## Question

I computed the magnetic response of the 1,3-diphospholide anion, a flat five-membered ring with two phosphorus atoms, with several methods and basis sets.

Non-relativistic GIAO magnetisabilities of the 1,3-diphospholide anion (charge −1, singlet) in the gas phase, from PySCF 2.14.0 with density fitting, at the HF and DFT levels listed and one PBE0-D3(BJ)/def2-SVP geometry. The anisotropy is the square root of half the summed squared differences of the principal values; the susceptibility is molar.

```csv
level,magnetisability (1e-30 J/T^2),magnetisability anisotropy (1e-30 J/T^2),susceptibility (1e-6 cm^3/mol)
B3LYP/pcSseg-0,-1254.8,1179.1,-75.56
HF/aug-pcSseg-1,-1246.6,1235.2,-75.07
"B3LYP/6-31++G(d,p)",-1201.9,1235.2,-72.38
B3LYP/aug-cc-pVDZ,-1201.1,1255.5,-72.33
HSE06/aug-pcSseg-1,-1200.9,1250.2,-72.32
wB97X-D/aug-pcSseg-1,-1199.7,1225.3,-72.25
mPW1PW91/aug-pcSseg-1,-1196.8,1243.3,-72.08
X3LYP/aug-pcSseg-1,-1193.4,1240.7,-71.87
B3LYP/aug-pcSseg-1,-1191.9,1235.4,-71.78
PBE/aug-pcSseg-1,-1187.8,1253.6,-71.53
B3LYP/pcseg-1,-1187.2,1194.0,-71.50
B3LYP/pcSseg-1,-1185.3,1171.9,-71.38
"B3LYP/6-311+G(2d,p)",-1179.6,1222.8,-71.04
B3LYP/cc-pVDZ,-1179.5,1187.3,-71.03
```

1. Why is everything negative, and is the size sensible?
2. Why is the anisotropy as large as the mean?
3. Why do diffuse functions change the anisotropy so much and the mean so little?
4. HF and pcSseg-0 stand together at the top. Do they share a cause?
5. Does exact exchange explain the order of the methods?
6. Which digits can I trust?

## Answer

Magnetisabilities and their parts are in $10^{-30}$ J/T² below.

### 1. Sign and size

A magnetic field drives currents in the electron cloud, and their magnetic moment opposes the field. The magnetisability is this moment per unit of field, so a negative value means a diamagnetic ion. The susceptibility column is the same result per mole, in cgs units.

Pascal's rule checks the size by adding one increment per atom. With rough, recalled increments of −6.0 for C, −2.9 for H and −26 for P (in $10^{-6}$ cm³/mol), the sum is $3(-6.0)+3(-2.9)+2(-26)=-78.7$. That is 10% larger in magnitude than the B3LYP/aug-pcSseg-1 susceptibility, close enough for a sum that ignores the charge and the bonding. Phosphorus supplies about two thirds of the sum, because its outer electrons range far from the nucleus. The all-carbon relative, with CH in place of each P, should therefore be clearly less diamagnetic.

### 2. Direction

The response is a balance of two opposing parts. The diamagnetic part is what the electrons would give if they could circulate freely around the field axis, and it grows with the square of their distance from that axis. The paramagnetic part is positive and takes back what the nuclei prevent by standing in the way. (I take the axis through the centre of mass; another choice shifts weight between the parts but leaves their sum alone.)

With the field perpendicular to the ring, electrons can run around the ring. In B3LYP/aug-pcSseg-1 the response in this direction is 2.6 times the in-plane average, an excess of −1224. The anisotropy column is essentially the size of this excess.

A free-electron ring shows whether such a current has the right size. Switching on a field $B$ through a loop of area $A$ and length $L$ gives an electron of charge $-e$ and mass $m$ the speed $eAB/(mL)$. The current is $e/L$ times that speed, and the moment is the current times $A$. For $n$ electrons the response is therefore

$$\xi_{\rm ring}=-\frac{n e^2A^2}{mL^2}=-\frac{n e^2r^2}{4m},\qquad r=\frac{2A}{L}.$$

The mean ring bond is 1.68 Å, and a regular pentagon with this side has $r=1.68/(2\tan 36^\circ)\approx1.16$ Å. The factor $e^2/4m$ is about 70 per Å², so six π electrons give $-6\times70\times1.16^2\approx-6\times10^2$.

This is the right order of magnitude but only about half the excess. The estimate uses only the geometry and the number of π electrons; the B3LYP result did not enter it. It treats the π electrons as perfectly free and leaves out the unequal response of individual atoms and bonds, which also feeds the anisotropy. The anisotropy is thus compatible with a ring current but is no direct measure of aromaticity.

### 3. Diffuse functions

An anion holds its outer electrons loosely, and diffuse functions let them spread. From pcSseg-1 to aug-pcSseg-1 the diamagnetic part grows by nearly the same amount in both directions: 67 perpendicular to the ring and 70 on average in the plane. The paramagnetic part answers very differently, taking back only 20 in the first case but 84 in the second.

The shape of the ion offers a possible reason, though these rows do not test it. Seen along the ring axis, the cloud is fairly round, and added charge can circulate. Seen from the side it is a slab, and circulation is hindered. That alone could at most cancel the added diamagnetism, yet in the plane 84 is taken back against 70 gained. Probably the diffuse functions also let the ion's other electrons respond more fully to the field.

The net changes are −47 perpendicular to the ring and +14 in the plane. The mean counts the plane twice, so the two partly cancel there and it becomes only 6.6 more negative, while the anisotropy follows roughly their difference and rises by 63.5. Adding diffuse functions to cc-pVDZ raises the anisotropy by a similar 68.2. In that pair the in-plane average hardly moves, so there is no such cancellation and the mean becomes 21.6 more negative. That is still less than the change in anisotropy, because the perpendicular direction counts for only a third of the mean.

### 4. HF and pcSseg-0

They share a symptom but not its origin: each has a weaker paramagnetic part than the row it is best compared with. This alone does not lift a row to the top. In cc-pVDZ the paramagnetic part is weaker than in HF, but the diamagnetic part is smaller too, and that row comes last. The pcSseg-0 basis has no polarisation functions, so the orbitals lack the flexibility to distort as the field demands. Compared with pcSseg-1, its paramagnetic part is 83 weaker, which outweighs a slightly smaller diamagnetic part.

The HF row is 5% more diamagnetic than B3LYP in the same basis, so this shift belongs to the method. Weaker paramagnetism accounts for 78% of it.

### 5. Exact exchange

Only in part. In aug-pcSseg-1 the order PBE, B3LYP, X3LYP, mPW1PW91, HF does follow the share of exact exchange. The range-separated functionals do not fit on this scale: wB97X-D, with full exact exchange at long range, is slightly less diamagnetic than HSE06, which has none there.

The distances do not follow the share either. Place PBE, with no exact exchange, at 0% and HF, with all of it, at 100%. B3LYP contains about a fifth of exact exchange but lies only 7% of the way. mPW1PW91, with a quarter, reaches 15%, and HSE06, with a quarter at short range only, reaches 22%.

The two parts show why one dial is not enough. Going from B3LYP to mPW1PW91 weakens the paramagnetic part by 25, but the diamagnetic part shrinks by 20, so the mean moves by only 5. The underlying functional changes along with the exchange, and HF also lacks correlation. These rows do not separate the three influences.

### 6. Digits

For the mean, trust two figures: about $-1.2\times10^3$. Leaving out pcSseg-0, the B3LYP results spread by 22 over the basis sets, about 2% of the value. The density functionals in aug-pcSseg-1 spread by 13, about 1%. These spreads measure sensitivity to the settings, not the distance from experiment, where vibrations, solvent and counter-ion also act. The calculations also neglect the motion of the ion's centre of mass in the field.

Agreement in the mean can deceive. B3LYP/cc-pVDZ and B3LYP/6-311+G(2d,p) differ by 0.1 there, yet by 35.5 in the anisotropy. If direction matters, as for an ion aligned in a crystal, use a basis with both polarisation and diffuse functions. Even the four B3LYP rows of that kind spread by 33 in the anisotropy, so two figures are the sensible limit there too.

The output below gives the changes by direction and the simple estimates.

Printed output of the fit:

```
row less B3LYP/aug-pcSseg-1 in 1e-30 J/T^2:
                    row   mean  anisotropy  across ring  in-plane mean  dia across  para across  dia in-plane  para in-plane  para mean
         B3LYP/pcSseg-0  -62.9       -56.3        -29.1         -79.72       74.89         -104         86.71         -166.4     -145.7
        HF/aug-pcSseg-1  -54.7        -0.2       -53.54         -55.22       3.321       -56.86        -19.43         -35.79     -42.85
     B3LYP/6-31++G(d,p)    -10        -0.2         -9.2         -10.39     -0.9299        -8.27        -3.172         -7.223     -7.576
      B3LYP/aug-cc-pVDZ   -9.2        20.1        -22.1          -2.66      -7.057       -15.04        0.6891         -3.349     -7.307
     HSE06/aug-pcSseg-1     -9        14.8       -19.27          -3.76       20.66       -39.93          13.3         -17.06     -24.75
   wB97X-D/aug-pcSseg-1   -7.8       -10.1        -2.08         -10.62       24.41       -26.49          15.5         -26.13     -26.27
  mPW1PW91/aug-pcSseg-1   -4.9         7.9       -10.65          -2.03       25.47       -36.12         17.14         -19.17     -24.82
     X3LYP/aug-pcSseg-1   -1.5         5.3        -4.74           0.14      -2.823       -1.917        -3.537          3.677      1.799
     B3LYP/aug-pcSseg-1      0           0            0              0           0            0             0              0          0
       PBE/aug-pcSseg-1    4.1        18.2        -8.53          10.44       1.229       -9.759         3.562          6.873      1.316
          B3LYP/pcseg-1    4.7       -41.4        32.45          -9.19       51.44       -18.99         57.06         -66.25     -50.49
         B3LYP/pcSseg-1    6.6       -63.5        47.05         -13.62       67.22       -20.17         70.06         -83.68     -62.51
    B3LYP/6-311+G(2d,p)   12.3       -12.6        20.49           8.27       12.77         7.72          6.75           1.52      3.543
          B3LYP/cc-pVDZ   12.4       -48.1        43.29         -3.045       90.55       -47.26         104.9         -107.9     -87.69
Pascal estimate of the susceptibility in 1e-6 cm^3/mol: -78.7
Pascal estimate beyond B3LYP/aug-pcSseg-1 in percent: 9.641
response across the ring over in-plane mean in B3LYP/aug-pcSseg-1 as a ratio: 2.561
response across the ring less in-plane mean in B3LYP/aug-pcSseg-1 in 1e-30 J/T^2: -1224
free-electron ring estimate for six pi electrons in 1e-30 J/T^2 (order of magnitude only): -561.5
HF more diamagnetic than B3LYP in the same basis in percent: 4.589
share of that HF shift due to weaker paramagnetism in percent: 78.35
B3LYP on the way from PBE to HF in percent: 6.973
mPW1PW91 on the way from PBE to HF in percent: 15.31
HSE06 on the way from PBE to HF in percent: 22.28
mean change from cc-pVDZ to aug-cc-pVDZ in 1e-30 J/T^2: -21.6
anisotropy change from cc-pVDZ to aug-cc-pVDZ in 1e-30 J/T^2: 68.2
across-ring change from cc-pVDZ to aug-cc-pVDZ in 1e-30 J/T^2: -65.39
in-plane mean change from cc-pVDZ to aug-cc-pVDZ in 1e-30 J/T^2: 0.385
pcSseg-0 less pcSseg-1 mean in 1e-30 J/T^2: -69.5
pcSseg-0 less pcSseg-1 paramagnetic part in 1e-30 J/T^2: -83.16
spread of the mean over B3LYP bases without pcSseg-0 in 1e-30 J/T^2: 22.4
spread of the anisotropy over B3LYP bases with diffuse functions in 1e-30 J/T^2: 32.7
spread of the mean over density functionals in aug-pcSseg-1 in 1e-30 J/T^2: 13.1
anisotropy of 6-311+G(2d,p) less cc-pVDZ in 1e-30 J/T^2: 35.5
```
